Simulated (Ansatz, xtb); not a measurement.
**Two isomers of CH7BSi**

Structure a: `BC[SiH3]`, a singlet. Structure b: `CB[SiH3]`, a singlet. Both are isolated molecules in the gas phase, relaxed with B3LYP-D3(BJ)/def2-SVP; the shapes shown needn't be the lowest conformers.

a (Å):

```yaml
atoms:
  - { symbol: C, position_ang: [-1.5914, 1.0893, -1.2274] }
  - { symbol: B, position_ang: [-0.4666, 0.1448, -1.6959] }
  - { symbol: Si, position_ang: [-1.8634, 0.7877, 0.6390] }
  - { symbol: H, position_ang: [-0.7178, -0.9776, -2.0673] }
  - { symbol: H, position_ang: [0.6918, 0.4836, -1.6311] }
  - { symbol: H, position_ang: [-1.3470, 2.1623, -1.3007] }
  - { symbol: H, position_ang: [-2.5750, 0.8890, -1.6844] }
  - { symbol: H, position_ang: [-2.9479, 1.6934, 1.1168] }
  - { symbol: H, position_ang: [-0.6211, 1.0778, 1.4102] }
  - { symbol: H, position_ang: [-2.2693, -0.6237, 0.8943] }
```

b (Å):

```xyz
10

C    -1.3734    1.0359   -2.0967
B    -0.6863    0.7123   -0.7364
Si   -1.6890    0.3400    0.9848
H    -1.4070    0.0396   -2.5951
H    -0.7829    1.6782   -2.7695
H    -2.4148    1.3875   -2.0449
H     0.5227    0.6376   -0.7012
H    -1.1775   -0.8807    1.6834
H    -1.4709    1.5002    1.9104
H    -3.1661    0.1850    0.8006
```

Q: Estimate E(b) − E(a) at the level CCSD(T)/def2-TZVP.

A: Calculated at CCSD(T)/def2-TZVP: E(b) − E(a) = +0.331 eV, so structure a lies lower.

The same difference at several levels:

```tsv
level	geometry	E(b) − E(a) (eV)	departure from the last row (eV)	job, with rough time for the two
GFN2-xTB	GFN2-xTB	+0.450	+0.119	optimisation, 1.2 s
HF/STO-3G	GFN2-xTB	+0.319	−0.012	single point, 1.3 s
r2SCAN-D4/def2-SVP	GFN2-xTB	+0.300	−0.031	single point, 8.6 s
B3LYP-D3(BJ)/def2-SVP	B3LYP-D3(BJ)/def2-SVP	+0.251	−0.080	optimisation, 4 min
HF/def2-TZVP	B3LYP-D3(BJ)/def2-SVP	+0.344	+0.014	part of the CCSD(T) run
MP2/def2-TZVP	B3LYP-D3(BJ)/def2-SVP	+0.409	+0.079	part of the CCSD(T) run
CCSD(T)/def2-TZVP	B3LYP-D3(BJ)/def2-SVP	+0.331		single point, 92 s
```

As drawn, b has 1 B–Si, 1 C–H in place of 1 C–Si, 1 B–H.

The levels shown agree on the order. The largest departure from CCSD(T)/def2-TZVP is that of GFN2-xTB, 0.119 eV.

With harmonic frequencies from B3LYP-D3(BJ)/def2-SVP (ideal gas, rigid rotor, one conformer each, 298.15 K, 1 atm): the zero-point term adds −0.003 eV; ΔH is +0.341 and ΔG +0.296 eV.

The correlated steps freeze 7 core orbitals. Mirror images aren't counted in ΔG. Run with Ansatz 0.2.0, xtb 6.7.1; the last row on 1 thread of AMD EPYC (Zen 3) on a shared host.

The silylmethylborane a lies below the methyl(silyl)borane b at every level, and the bond exchange accounts for the direction: a keeps a strong, polar C–Si bond and a second B–H bond, whereas b pairs boron with silicon, two electropositive atoms with a weaker, less polar link. Hyperconjugation probably adds to this. In a the C–Si bond stands nearly perpendicular to the BH2 plane, so this good σ donor can feed the empty boron p orbital, the neutral counterpart of the β-silicon effect.

Hartree–Fock in the larger basis already gives +0.344 eV, so the preference is essentially a mean-field bonding effect. MP2 raises the gap and the coupled-cluster treatment takes that increase back. ΔG is smaller than ΔH, which means b has the higher entropy, probably from softer torsions, but not enough to reverse the order. The ordering applies to the free monomers and needn't carry over to the hydrogen-bridged dimers that boranes with B–H bonds tend to form.
